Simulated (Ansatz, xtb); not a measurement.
**Relative energy of two isomers of B2H2N**

We compare X, `[B]1BN1`, a doublet, with Y, `[B]=NB`, a doublet. Both are isolated molecules in the gas phase, relaxed with B3LYP-D4/def2-TZVP; the shapes shown needn't be the lowest conformers.

X (Å):

```
atom    x (Å)    y (Å)   z (Å)
   B  -0.1376  -2.0675  3.3070
   B   1.2976  -2.5332  2.7305
   N   0.5284  -1.4531  2.2527
   H   0.5294  -0.7181  1.5556
   H   2.3351  -3.0235  2.4592
```

Y (Å):

```yaml
atoms:
  - { symbol: B, position_ang: [0.3909, -2.2043, 2.4299] }
  - { symbol: B, position_ang: [2.7866, -1.0726, 2.5692] }
  - { symbol: N, position_ang: [1.6567, -1.6066, 2.5035] }
  - { symbol: H, position_ang: [-0.1429, -2.5830, 3.4285] }
  - { symbol: H, position_ang: [-0.1428, -2.3298, 1.3693] }
```

Problem. Estimate E(Y) − E(X) at the level CCSD(T)/def2-TZVP.

Solution. Calculated at CCSD(T)/def2-TZVP: E(Y) − E(X) = −0.406 eV, so structure Y lies lower.

Level by level:

```csv
level,geometry,E(Y) − E(X) (eV),departure from the last row (eV),"job, with rough time for the two"
GFN2-xTB,GFN2-xTB,−1.142,−0.735,"optimisation, 0.2 s"
HF/STO-3G,GFN2-xTB,−0.963,−0.556,"single point, 0.24 s"
r2SCAN-D4/def2-SVP,GFN2-xTB,−0.336,+0.070,"single point, 3.3 s"
B3LYP-D4/def2-TZVP,B3LYP-D4/def2-TZVP,−0.435,−0.029,"optimisation, 33 s"
HF/def2-TZVP,B3LYP-D4/def2-TZVP,−0.726,−0.319,part of the CCSD(T) run
MP2/def2-TZVP,B3LYP-D4/def2-TZVP,−0.399,+0.007,part of the CCSD(T) run
CCSD(T)/def2-TZVP,B3LYP-D4/def2-TZVP,−0.406,,"single point, 31 s"
```

As drawn, Y has 1 B=N, 1 B–H in place of 1 B–B, 1 B–N, 1 N–H. Structure X has a 3-membered ring, Y no ring.

None of the levels shown reverses the order. The largest departure from CCSD(T)/def2-TZVP is that of GFN2-xTB, 0.735 eV.

With harmonic frequencies from B3LYP-D4/def2-TZVP (ideal gas, rigid rotor, one conformer each, 298.15 K, 1 atm): the zero-point term adds −0.060 eV; ΔH is −0.447 and ΔG −0.458 eV.

Open shells are spin-unrestricted, with notable spin contamination under HF/STO-3G. The correlated steps freeze 3 core orbitals. Programs: Ansatz 0.2.0, xtb 6.7.1; the last row on 2 threads of Arm Neoverse N1 on a shared host.

Y lies below X at every level, even though forming it trades a strong N–H bond for a weaker B–H bond. The gain probably comes from B–N π bonding and the release of ring strain. In the nearly linear B–N–B chain, nitrogen can donate π density to the terminal boron in two perpendicular planes, and one of these π systems also reaches the empty p orbital of the BH2 group. The short terminal B–N contact suggests more multiple-bond character than the drawn double bond implies. X is not without compensation: its planar ring can spread the nitrogen lone pair over both borons as a two-electron aromatic π system, but it keeps the strained angles and a comparatively weak B–B bond.

Correlation favours the ring, cutting Y's advantage from 0.726 eV in Hartree–Fock to 0.406 eV in CCSD(T). The zero-point term favours Y, as expected when a stiff N–H stretch is replaced by a softer B–H one. The ordering doesn't establish Y as the global minimum, since a chain with one hydrogen on each boron isn't compared.
